**Filled levels of CdTe estimated by hand**

If the telluride ions in CdTe did not notice their surroundings, the highest filled levels would be their three 5p orbitals. These would have one common energy, whatever the wave pattern of the electron. The table shows how far this is from the calculated crystal: bands -3, -2 and -1 meet at GAMMA, but at L the lowest of them lies 3.76 eV below the valence top.

Elk 11.2.3 (patched), all-electron APW+lo, TB-mBJ exchange with LDA correlation, scalar-relativistic without spin–orbit coupling, R times Gmax 8, 7 × 7 × 7 k mesh. Zinc-blende CdTe (F-43m) in the fixed Materials Project cell, cubic a = 6.564 Å. Energies are from the valence top; at each k-point, band -1 is the highest filled level and band +1 the lowest empty one.

```
k-point  k in reciprocal vectors  band -4 (eV)  band -3 (eV)  band -2 (eV)  band -1 (eV)  band +1 (eV)
  GAMMA                    0 0 0         -8.11          0.00          0.00          0.00          1.79
      X              -0.5 -0.5 0         -7.59         -3.66         -1.55         -1.55          3.33
      U       -0.375 -0.375 0.25         -7.57         -3.54         -2.14         -1.28          3.61
      K           -0.375 0 0.375         -7.57         -3.54         -2.14         -1.28          3.61
      L                  0 0 0.5         -7.75         -3.76         -0.63         -0.63          2.67
      W          -0.5 -0.25 0.25         -7.54         -3.51         -1.97         -1.79          4.73
```

The k-point states how the phase of the electron wave changes from one cell to the next. At GAMMA each Te atom carries the same p orbital with the same sign. Where two such orbitals point at each other, a positive lobe meets a negative one, which is antibonding and raises the energy. In this picture the valence top belongs at GAMMA. Reversing the sign on a neighbour turns the contact into a bonding one and lowers the level, most strongly when the orbital points at that neighbour.

This can be turned into a count. Each Te has twelve nearest Te neighbours. Let A be the effective coupling of p orbitals that meet end-on and B that of p orbitals lying side by side. A reversed neighbour, seen at an angle θ from the orbital's axis, lowers the level by 2(A cos²θ + B sin²θ).

At X the sign alternates between layers stacked along a cube axis, so eight neighbours are reversed. The orbital along that axis sees all eight at 45°. Each of the other two sees four at 45° and four at 90°. The depths below the valence top are therefore

- single level: S = 8A + 8B
- pair: P = 4A + 12B

The table gives S = 3.66 eV and P = 1.55 eV. They correspond to A ≈ 0.49 eV and B close to zero, so the end-on contact dominates. Both are effective values, not strengths of direct Te–Te bonds, and part of them should come by way of Cd. At GAMMA symmetry keeps the Te p orbitals from mixing with the higher-lying Cd 5s orbital. At X the single level can mix with it and is pushed down, while the pair cannot.

**First worked row: L.** Here the sign alternates between layers stacked along a body diagonal, and six neighbours are reversed. The orbital along the diagonal points fairly well at all six and drops by 8A + 4B. The other two lie within the layers, barely point at the reversed atoms and drop by only 2A + 10B. Expressed through the X levels:

- single level: 5S/4 − P/2 = 4.58 − 0.78 = 3.80 eV
- pair: P − S/4 = 1.55 − 0.92 = 0.63 eV

The calculation has 3.76 and 0.63 eV. No L level was used to set S or P, so this is a real test of the count. The hundredths deserve little weight, because the run did not meet its own convergence test for the potential.

W is where the simple count fails. It predicts a pair at (S + P)/2, about 2.6 eV deep, and a single level at P. The calculation instead puts one level at −3.51 eV and the next at −1.97 eV.

Symmetry offers a reason. The Te atoms alone form a lattice that looks the same after inversion, but zinc blende does not. Each neighbouring Te pair shares one Cd atom, which sits to one side of the line between them. Through it, a p orbital on one Te can couple to a differently directed p orbital on the other. This coupling has opposite signs for neighbours on opposite sides, so it cancels at GAMMA, X and L, where neighbours are either in step or reversed. At K and W some of the phases lie in between, and it survives.

The rule therefore needs a third number, G, which pushes the two levels of the W pair apart. Matching the deepest W level gives G = 3.51 − 2.61 ≈ 0.90 eV. Since G is read from a single level, it also absorbs whatever else the model leaves out there.

**Second worked row: K.** A neighbour that is only partly out of step counts in part. Adding up the twelve neighbours gives three depths before G acts:

- top: (3 + √2)P/4 − S/8 = 1.25 eV
- middle: 3S/8 + (1 + √2)P/4 = 2.31 eV
- deep: (3 + 2√2)S/8 + P/4 = 3.05 eV

The top level has a different mirror symmetry and stays where it is. The other two are coupled by (2 + √2)G/4 ≈ 0.77 eV and repel each other. Their mean depth is 2.68 eV and half their separation is 0.37 eV. Each moves to a distance √(0.37² + 0.77²) ≈ 0.86 eV from the mean, which gives depths of 3.54 and 1.82 eV.

The calculation has 3.54, 2.14 and 1.28 eV at K. The deep and top levels are well met, but the middle one is 0.32 eV too shallow, the largest miss of the rule. Without G that level would have missed by only 0.17 eV, so K supports the third number only in part. U is equivalent to K by symmetry and adds no further test.

Three levels set the rule, which leaves seven distinct ones at L, K and W to judge it. Their typical (rms) miss is 0.18 eV, against 0.32 eV without G and 0.47 eV if the X levels are simply copied to the other points. The gain over copying lies mainly in bands -2 and -1. Band -3 hardly changes between the points away from GAMMA, and "about 3.6 eV down" serves nearly as well there. The output below lists the estimates level by level.

A simple sum shows that better parameters could not remove the whole error. At X eight neighbours are fully reversed; at W four are reversed and eight are a quarter turn out of step, which counts half. The totals agree, so a model of this kind, with Te p orbitals and nearest neighbours only, gives the same sum of the three levels at both points. The calculated sums are −6.76 eV at X and −7.27 eV at W. More distant Te neighbours or mixing with other orbitals could supply the difference; the table does not decide between them.

The rule covers only these three bands. Band -4 belongs to the Cd 4d shell, and the empty levels, and with them the gap, need other orbitals. The calculation also leaves out spin–orbit coupling, which in real CdTe splits the triple level at GAMMA by very roughly 0.9 eV and also separates the pair at L. That is more than the rule's own error. The TB-mBJ potential, designed for gaps, also tends to make valence bands too narrow. The estimates therefore stand for this level of theory and not for a measured spectrum. For another zinc-blende crystal whose upper valence bands come from anion p orbitals, the same count can serve as a first guess, not tested here, with S, P and G taken anew from its own X and W levels.

The analysis program printed:

```
Levels in eV by the three-number rule and computed:
    row  rule band -3  computed band -3  rule band -2  computed band -2  rule band -1  computed band -1
  GAMMA             0                 0             0                 0             0                 0
      X         -3.66             -3.66         -1.55             -1.55         -1.55             -1.55
      U        -3.539             -3.54        -1.823             -2.14        -1.253             -1.28
      K        -3.539             -3.54        -1.823             -2.14        -1.253             -1.28
      L          -3.8             -3.76        -0.635             -0.63        -0.635             -0.63
      W         -3.51             -3.51          -1.7             -1.97         -1.55             -1.79
Rule less computed in eV:
    row  with G band -3  with G band -2  either rule band -1  without G band -3  without G band -2
  GAMMA               0               0                    0                  0                  0
      X               0               0                    0                  0                  0
      U        0.001187          0.3168              0.02699              0.486             -0.168
      K        0.001187          0.3168              0.02699              0.486             -0.168
      L           -0.04          -0.005               -0.005              -0.04             -0.005
      W               0            0.27                 0.24              0.905             -0.635
Extra coupling G read from W (eV): 0.905
Depth of the W pair before the extra coupling (eV): 2.605
Depth of the middle K level before the extra coupling (eV): 2.308
Depth of the deep K level before the extra coupling (eV): 3.054
Extra coupling acting at K (eV): 0.7725
Square root that separates the two K levels from their mean (eV): 0.8578
Rms miss of the seven tested levels with G (eV): 0.1825
Rms miss of the same seven levels without G (eV): 0.3224
Rms miss of the same seven levels if the X levels are copied (eV): 0.4669
Largest miss of band -2 with G (eV): 0.3168
Sum of the three levels at X (eV): -6.76
Sum of the three levels at W (eV): -7.27
Sum of the three levels at K by the rule less computed (eV): 0.345
Effective end-on coupling between neighbouring Te (eV): 0.4925
Effective sideways coupling between neighbouring Te (eV): -0.035
Level of the L pair if the sideways coupling is dropped (eV): -0.915
Distance from the highest band -4 to the lowest band -3 (eV): 3.78
```
